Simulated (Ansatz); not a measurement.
A series in volume per atom on Ti3ZnH

Results calculated with Ansatz 0.2.0, not measured. Density functional energy, stress (positive in compression), forces and moments (in spheres) of a cell at fixed atoms, energy at zero smearing over the elements' standard states in the same functional; plane waves with PAW datasets, Gamma-centred k mesh.

Cell of the first row (space group Pm-3m, No. 221):
```
CELL_PARAMETERS angstrom
3.87840 0.00000 0.00000
0.00000 3.87840 0.00000
0.00000 0.00000 3.87840
ATOMIC_POSITIONS crystal
Ti 0.00000 0.50000 0.50000
Ti 0.50000 0.50000 0.00000
Ti 0.50000 0.00000 0.50000
Zn 0.00000 0.00000 0.00000
H 0.50000 0.50000 0.50000
```

Settings of every row: functional PBE; dispersion none; spin none; wave cutoff 420 eV; k mesh 10x10x10; occupations gaussian; smearing width 0.1 eV.

Limits: the cell comes from a prototype or a list of computed structures and needn't be the stable phase.

| row | volume per atom (Å³) | pressure (GPa) | energy over elements (eV/atom) |
| --- | --- | --- | --- |
| 1 | 11.668 | ? | ? |
| 2 | 12.066 | 13.57 | -0.2162 |
| 3 | 12.464 | 8.35 | -0.2432 |
| 4 | 12.861 | 3.86 | -0.2582 |
| 5 | 13.657 | -3.32 | -0.2585 |
| 6 | 14.055 | -6.18 | -0.2465 |
| 7 | 14.585 | -9.38 | -0.2205 |

Question: what pressure and energy over elements should row 1 give?

Worked fit of pressure. Take u = (V_r/V)^(2/3) − 1 with V_r = 13.259 Å³ an atom, which is twice the finite (Eulerian) strain; such expansions in the strain, on which the Birch-Murnaghan equation of state is built, carry the rest volume and the bulk modulus. The shown rows have u = 0.06487, 0.04208, 0.02053, -0.01952, -0.03812, -0.06157. Least squares give pressure = 0.002 + 178.86 × u + 448.4 × u² + 293 × u³ GPa; a parabola predicts inner rows, each left out in turn, worse (root mean square 0.028 against 0.0085 GPa). The rows lie off it by 0.00, 0.01, -0.01, 0.00, 0.00, 0.00. The pressure vanishes at u = -0.0000, or V = 13.26 Å³ an atom, and there the bulk modulus at fixed shape and fractions is B = −V dP/dV = (2/3)(1 + u) dP/du = 119 GPa. The withheld row has u = 0.08895, so the fit gives 0.002 + 178.86 × (0.08895) + 448.4 × (0.08895)² + 293 × (0.08895)³ = 19.67 GPa.

The calculation gave 19.66 GPa. The fit lies 0.01 GPa (0.034 % of the column's range) above it, one unit of the last digit. This row lies beyond the range of the fit.

Worked fit of energy over elements. Take u = (V_r/V)^(2/3) − 1 with V_r = 13.259 Å³ an atom, which is twice the finite (Eulerian) strain; such expansions in the strain, on which the Birch-Murnaghan equation of state is built, carry the rest volume and the bulk modulus. The shown rows have u = 0.06487, 0.04208, 0.02053, -0.01952, -0.03812, -0.06157. Least squares give energy over elements = −0.26279 − 0.0028 × u + 11.115 × u² eV/atom; a straight line predicts inner rows, each left out in turn, worse (root mean square 0.016 against 4.3e-05 eV/atom). All shown rows lie on it to the printed digit. Its lowest point lies at u = 0.0001, or V = 13.26 Å³ an atom, and the curvature there gives the bulk modulus at fixed shape and fractions, B = (4/9)(1 + u)² E″(u)/V = 119 GPa. The withheld row has u = 0.08895, so the fit gives −0.26279 − 0.0028 × (0.08895) + 11.115 × (0.08895)² = -0.1751 eV/atom.

The calculation gave -0.1752 eV/atom. The fit lies 0.0001 eV/atom (0.12 % of the column's range) above it, one unit of the last digit. This row lies beyond the range of the fit.
